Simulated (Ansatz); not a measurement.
A series in volume per atom on Sb2O

Equation of state of a cubic crystal from periodic Kohn-Sham density functional theory without spin; pressure corrected for the finite basis. The results are calculated, by Ansatz 0.2.0 development build.

Cell of the first row (space group Fm-3m, No. 225):
```
Sb2O
1.0
      0.0000     3.0701     3.0701
      3.0701     0.0000     3.0701
      3.0701     3.0701     0.0000
Sb O
2 1
Direct
  0.25000 0.25000 0.25000
  0.75000 0.75000 0.75000
  0.00000 0.00000 0.00000
```

Settings of every row: formula Sb2O; structure type antifluorite; functional PBE; spin treatment none; k mesh 30x30x30; occupation method fermi-dirac; occupation width 0.061225619 eV; wave cutoff 420 eV; datasets soft-1 PAW; density cutoff ratio 4.

Limits: a cubic model structure, not a phase known at ambient conditions.

```
row  volume per atom (Å³)  energy above lowest point (meV/atom)  pressure (GPa)
  1                19.291                                 19.36           5.344
  2                19.702                                  8.26           3.358
  3                20.112                                  1.98           1.581
  4                20.523                                     0          -0.008
  5                20.933                                     ?               ?
  6                21.344                                   7.2          -2.702
  7                21.754                                  15.6           -3.84
```

Question: what energy above lowest point and pressure should row 5 give?

Worked fit of energy above lowest point. Take u = (V_r/V)^(2/3) − 1 with V_r = 20.317 Å³ an atom, which is twice the finite (Eulerian) strain; such expansions in the strain, on which the Birch-Murnaghan equation of state is built, carry the rest volume and the bulk modulus. The shown rows have u = 0.03515, 0.0207, 0.00678, -0.0067, -0.03234, -0.04454. Least squares give energy above lowest point = 0.485 + 145.98 × u + 11024.4 × u² + 2856 × u³ meV/atom; a parabola predicts inner rows, each left out in turn, worse (root mean square 0.054 against 0.0059 meV/atom). All shown rows lie on it to the printed digit. Its lowest point lies at u = -0.0066, or V = 20.52 Å³ an atom, and the curvature there gives the bulk modulus at fixed shape and fractions, B = (4/9)(1 + u)² E″(u)/V = 75.1 GPa. The withheld row has u = -0.01972, so the fit gives 0.485 + 145.98 × (-0.01972) + 11024.4 × (-0.01972)² + 2856 × (-0.01972)³ = 1.87 meV/atom.

The calculation gave 1.87 meV/atom. The fit meets it to the printed digit.

Worked fit of pressure. Take u = (V_r/V)^(2/3) − 1 with V_r = 20.317 Å³ an atom, which is twice the finite (Eulerian) strain; such expansions in the strain, on which the Birch-Murnaghan equation of state is built, carry the rest volume and the bulk modulus. The shown rows have u = 0.03515, 0.0207, 0.00678, -0.0067, -0.03234, -0.04454. Least squares give pressure = 0.7671 + 117.944 × u + 339.03 × u² + 295 × u³ GPa; a parabola predicts inner rows, each left out in turn, worse (root mean square 0.0059 against 0.0023 GPa). The rows lie off it by -0.001, 0.002, -0.001, 0.000, 0.001, 0.000. The pressure vanishes at u = -0.0066, or V = 20.52 Å³ an atom, and there the bulk modulus at fixed shape and fractions is B = −V dP/dV = (2/3)(1 + u) dP/du = 75.2 GPa. The withheld row has u = -0.01972, so the fit gives 0.7671 + 117.944 × (-0.01972) + 339.03 × (-0.01972)² + 295 × (-0.01972)³ = -1.429 GPa.

The calculation gave -1.43 GPa. The fit lies 0.001 GPa (0.011 % of the column's range) above it, one unit of the last digit.
